**Question.** I made five variants of a norm-conserving LDA potential for La with a [Xe] core. Four have a p ghost, yet their ionisation errors barely differ, and the 10 mRy cutoff is 10 Ry throughout. Which setting matters, which row can I use, and for what?

ld1.x 7.5, norm-conserving La pseudopotentials with a [Xe] core: scalar-relativistic LDA-PZ, separable Troullier-Martins scheme, s channel local, Bessel core correction. Base radii: s 2.95, p 3.1, d 2.7, f 1.75, core correction 0.85 bohr. Ionisation errors are all-electron minus pseudo, without spin polarisation, for removing the 6s electrons in turn from 5d¹6s².

| change from the base | first ionisation error (meV) | second ionisation error (meV) | model core charge (e) | bound ghosts | deepest ghost channel |
| --- | --- | --- | --- | --- | --- |
| base | -1.65 | -54.9 | 35.37 | 1 | p |
| s radius 3.38 bohr; p radius 3.56 bohr; d radius 3.1 bohr; f radius 2 bohr | -4.49 | -48.1 | 35.37 | 0 | n/a |
| d radius 2.38 bohr | -1.65 | -54.9 | 35.37 | 1 | p |
| core correction radius 1.9 bohr | -1.65 | -54.7 | 13.17 | 1 | p |
| p radius 2.08 bohr | -1.65 | -54.9 | 35.37 | 1 | p |

**Answer.** The sizes to remember: the d, p or core correction radius alone moves an ionisation error by 0.2 meV or less, all four radii together by 3 to 7 meV. The frozen core costs about 50 meV on the second ionisation, neglect of spin 0.3 eV on the first, one 4f electron nearly 1 eV. The ghosts lie more than 10 eV below zero and touch none of these numbers.

**Ionisation errors.** The two columns are all-electron minus pseudo energies for removing the 6s electrons in turn, 5d¹6s² → 5d¹6s¹ → 5d¹. They split exactly as error = −S + P. S is the frozen-core shift, the energy an all-electron atom pays when its core cannot relax, and P, frozen-core minus pseudo, is what pseudisation adds. S does not depend on the potential, so the base run's value holds for every row. A perfect pseudisation has P = 0 and error −S, not zero.

For the base row, S is 7.03 meV after one electron and 59.76 after two, so the second step has S = 59.76 − 7.03 ≈ 52.7 meV. Nothing is fitted, and −52.7 stands against −54.9 in the table: 96% of that error is frozen core. For the first step the same estimate is poor, −7.03 against −1.65, because P = +5.38 cancels most of it. The enlarged radii have P = +2.54 and +4.6 meV (base second step: −2.2). Their larger first error is closer to the frozen-core value, and their smaller second error is cancellation. Since the d and p radii alone change almost nothing and 4f is empty, the s radius is the likely lever on P. Over eight base configurations −S leaves an rms of 4.5 meV out of 20.9; the worst is the spin-polarised ion, off by 10.8 meV.

Charge removed wholly outside the core shifts the core potential by a constant, and S = 0. Only the penetrating part counts, and since the relaxed core minimises the energy, S is second order in it: S ∝ q² for q removed electrons if the change is linear in q. The computed S at q = 0.5, 1, 2 is steeper, with local exponents 2.5 and 3.1; a q² law fitted to these three points in the logarithm misses by +64% and −46% at the ends. The likely reason is that the change is not linear in q. In the ion the remaining valence contracts and returns part of the penetrating charge, which lowers S; the 6s share of this refill shrinks with the 2 − q electrons left and is gone at q = 2. In the neutral atom, moving one and two electrons from 6s to 6p gives S = 2.50 and 11.20 meV, close to q². The 5d penetrates more, with about 18% of its pseudo charge inside 1.86 bohr against 3% for 6s: moving half an electron from 6s to 5d costs 8.45 meV against 1.22 for removing it. Removing the 5d electron or filling 4f should disturb the core more still.

The core correction cannot cure this. It adds a rigid model core density to exchange and correlation, equal to the true core outside its radius; model core charge is its integral. At zero radius it holds all 54 electrons, at very large radius none. Going from 35.37 to 13.17 e changes the second error by 0.2 meV, so the inner part is irrelevant for 6s removal. Whether it matters for 4f stays open: in the 4f¹6s¹ test, where 5d is empty, the d 2.38 bohr row and the 1.9 bohr core correction row differ by 112 meV, but the enlarged radii, with the correction still at 0.85 bohr, err almost exactly as the 1.9 bohr row does, and the base run, which would settle it, has no solution for this test. Both radii keep the outer core, so this gives no licence to drop the correction.

**Ghosts.** A bound ghost is an extra level below the reference state. The separable p operator is |δVφ⟩⟨φδV| / ⟨φ|δV|φ⟩, with φ the 6p pseudo-wave and δV the p minus the local s potential. A nonlocal operator does not order levels by node count. With a negative denominator it is attractive and pushes one level below the lowest p level of the local potential; with a positive one the lowest level lies between the first two local levels. Here the local potential binds a p level near −0.149 Ry (see below), under the true 6p at −0.104, so any negative denominator gives a ghost, and a small one can bind it arbitrarily deeply. If its local level is similar, the ghost-free row has a positive denominator, and the sign changes somewhere between the two sets of radii, where intermediate values are risky. That row changes all four radii, so the table does not isolate the cure; the p radius alone is the first run to try. The p radius of 2.08 bohr lies inside the outermost all-electron 6p node at 2.20 bohr, so the pseudo-wave keeps that node and must hold its norm in a small region. This makes δV deep and short-ranged, the likely origin of that row's ghost and of the high cutoff needed to see it.

The ionisation tests leave 6p empty and cannot see it, and even the base 5d¹6s¹6p¹ test errs by only −2.5 meV. A plane-wave code fills levels from the bottom. The base ghost is at −0.624 Ry already at a 10 Ry cutoff, below 6s at −0.281 Ry. The 2.08 bohr ghost is invisible at low cutoff: the lowest p level sits at −0.149 Ry at 10 Ry and hardly moves up to 140 Ry, which reads as the level of the local potential alone while the projector is unresolved. It falls to −0.503 at 300 Ry and −0.853 at 400 Ry; the p scattering phase drops by about π between roughly −1 and −0.56 Ry, so it cannot fall much further. A scan of low cutoffs alone could take it for a converged 6p level, and both tests that occupy 6p are missing for this row.

**4f and cost.** The 10 Ry figure covers occupied levels only: 2 × 1.44 (6s) + 5.04 (5d) = 7.92 mRy in base. The f level there is unbound at +0.092 Ry; converged, it lies at −0.337 Ry, below both occupied levels, so an atom with free occupations would put some charge there once the basis resolves it. In the ghost-free row 1 mRy needs 15 Ry for 6s and 5d but 100 Ry for 4f, a basis (100/15)^1.5 ≈ 17 times larger. These are ladder steps for the waves, not the density. That expense buys little: the 4f¹6s¹ ion errs by −847 to −960 meV in the three rows where it was solved, and its gap above 5d¹6s¹ grows from 0.169 eV to more than 1 eV. Core relaxation around the compact 4f is a plausible cause, not separated here.

**Advice.** Use none of the four ghosted rows in a solid. The enlarged radii are ghost-free, reach 1 mRy for 6s and 5d one ladder step lower (15 against 18 Ry), and err by about 50 meV or less in the s, p and d atomic tests, which bound but do not give the error in a solid. Their scattering is good only near the reference levels: the phase error is about 1.2 rad for f at 0.88 Ry, 0.84 rad for d near 1.4 Ry and over 2 rad for s near 1.8 Ry, so high empty bands are not to be trusted. Radii this large may overlap those of neighbours in short bonds, so test the potential there first. For 10 meV on La²⁺, no radius tried here helps; theory points to 5s5p in the valence, 11 electrons instead of 3, with smaller radii and a cutoff rising roughly as 1/radius². For atomic energies, include spin first: it lowers the all-electron first ionisation from 6.163 to 5.835 eV. Spin-orbit coupling is absent and the configurations are imposed on spherical atoms, so a gap to measurement cannot be laid on LDA alone. Where f occupation matters, no row qualifies.
